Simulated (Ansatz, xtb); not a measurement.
Two isomers of C2H7GeN

We compare a, `C1[CH2][GeH2][NH]1`, a singlet, with b, `C=[CH][GeH2][NH2]`, a singlet. Both are isolated molecules in the gas phase, relaxed with B3LYP-D3(BJ)/def2-SVP; the shapes shown needn't be the lowest conformers.

a (Å):

```yaml
atoms:
  - { symbol: C, position_ang: [0.4350, 0.2148, 0.0871] }
  - { symbol: C, position_ang: [-0.6827, -0.7971, -0.3000] }
  - { symbol: Ge, position_ang: [-0.5628, -0.0750, -2.1475] }
  - { symbol: N, position_ang: [0.9035, 0.6280, -1.2483] }
  - { symbol: H, position_ang: [1.2390, -0.2411, 0.6966] }
  - { symbol: H, position_ang: [0.0099, 1.0452, 0.6857] }
  - { symbol: H, position_ang: [-0.3665, -1.8473, -0.2275] }
  - { symbol: H, position_ang: [-1.6332, -0.6693, 0.2349] }
  - { symbol: H, position_ang: [-1.6814, 0.9102, -2.5876] }
  - { symbol: H, position_ang: [-0.2138, -0.9969, -3.3382] }
  - { symbol: H, position_ang: [1.3489, 1.5355, -1.3463] }
```

b (Å):

```xyz
11

C     0.2663   -2.7840    0.4793
C     0.9577   -1.8319   -0.1575
Ge    0.1724   -0.1397   -0.7099
N     0.4826    0.0481   -2.5247
H     0.7231   -3.7333    0.7829
H    -0.7938   -2.6591    0.7298
H     2.0158   -2.0044   -0.3917
H    -1.3235   -0.1654   -0.2861
H     0.8701    1.0700   -0.0510
H     0.2295    0.9609   -2.9002
H     0.0340   -0.6652   -3.0978
```

Q: Estimate which is lower in electronic energy at CCSD(T)/def2-SVP + ΔMP2/def2-TZVPP, and by roughly how much.

A: The CCSD(T)/def2-SVP + ΔMP2/def2-TZVPP calculation puts structure b lower, by 8.0 kcal/mol.

Level by level:

```tsv
level	geometry	E(b) − E(a) (kcal/mol)	departure from the last row (kcal/mol)	job, with rough time for the two
GFN2-xTB	GFN2-xTB	+8.2	+16.3	optimisation, 0.35 s
HF/STO-3G	GFN2-xTB	+17.7	+25.8	single point, 0.74 s
r2SCAN-D4/def2-SVP	GFN2-xTB	−2.9	+5.1	single point, 4 s
B3LYP-D3(BJ)/def2-SVP	B3LYP-D3(BJ)/def2-SVP	−5.3	+2.8	optimisation, 68 s
HF/def2-SVP	B3LYP-D3(BJ)/def2-SVP	−9.5	−1.4	part of the CCSD(T) run
MP2/def2-SVP	B3LYP-D3(BJ)/def2-SVP	−4.7	+3.3	part of the CCSD(T) run
CCSD(T)/def2-SVP	B3LYP-D3(BJ)/def2-SVP	−6.3	+1.7	single point
CCSD(T)/def2-SVP + ΔMP2/def2-TZVPP	B3LYP-D3(BJ)/def2-SVP	−8.0		single point, 34 s
```

As drawn, b has 1 C=C, 1 N–H in place of 1 C–C, 1 C–N, 1 C–H. Structure a has a 4-membered ring, b no ring.

GFN2-xTB, HF/STO-3G put the two in the other order. The largest departure from CCSD(T)/def2-SVP + ΔMP2/def2-TZVPP is that of HF/STO-3G, 25.8 kcal/mol. The last row adds to CCSD(T) the change of the MP2 difference between the two basis sets, here −1.7 kcal/mol.

With harmonic frequencies from B3LYP-D3(BJ)/def2-SVP (ideal gas, rigid rotor, one conformer each, 298.15 K, 1 atm): the zero-point term adds −1.6 kcal/mol; ΔH is −8.8 and ΔG −10.8 kcal/mol.

The correlated steps freeze 12 core orbitals; the filled d shell of Ge is correlated, in a basis made for valence electrons. Codes used: Ansatz 0.2.0, xtb 6.7.1; the last row on 2 threads of Intel(R) Xeon(R) Processor on a shared host.

The open-chain vinylgermanamine b lies below the four-membered ring a, chiefly because ring opening releases strain. Exchanging a C–N σ bond for a C=C π bond would normally cost energy, since adding an N–H bond across an unstrained alkene is exothermic. Here the strain of the closed ring, with its tight angle at germanium, probably outweighs that cost. The free-energy preference exceeds the enthalpic one, as expected when a ring gives way to a chain with soft torsions.

The reversed order at HF/STO-3G points to the minimal basis rather than to missing correlation: Hartree–Fock in def2-SVP already favours b, and r2SCAN-D4 does so even at the GFN2-xTB geometry. A minimal basis describes π bonds and polar Ge–N bonds too rigidly, and tends to favour small saturated rings. Correlation in def2-SVP moves the balance modestly towards the ring without overturning it. The preference for b is thermodynamic and implies nothing about how readily a would open, which depends on the barrier to hydrogen transfer from carbon to nitrogen.
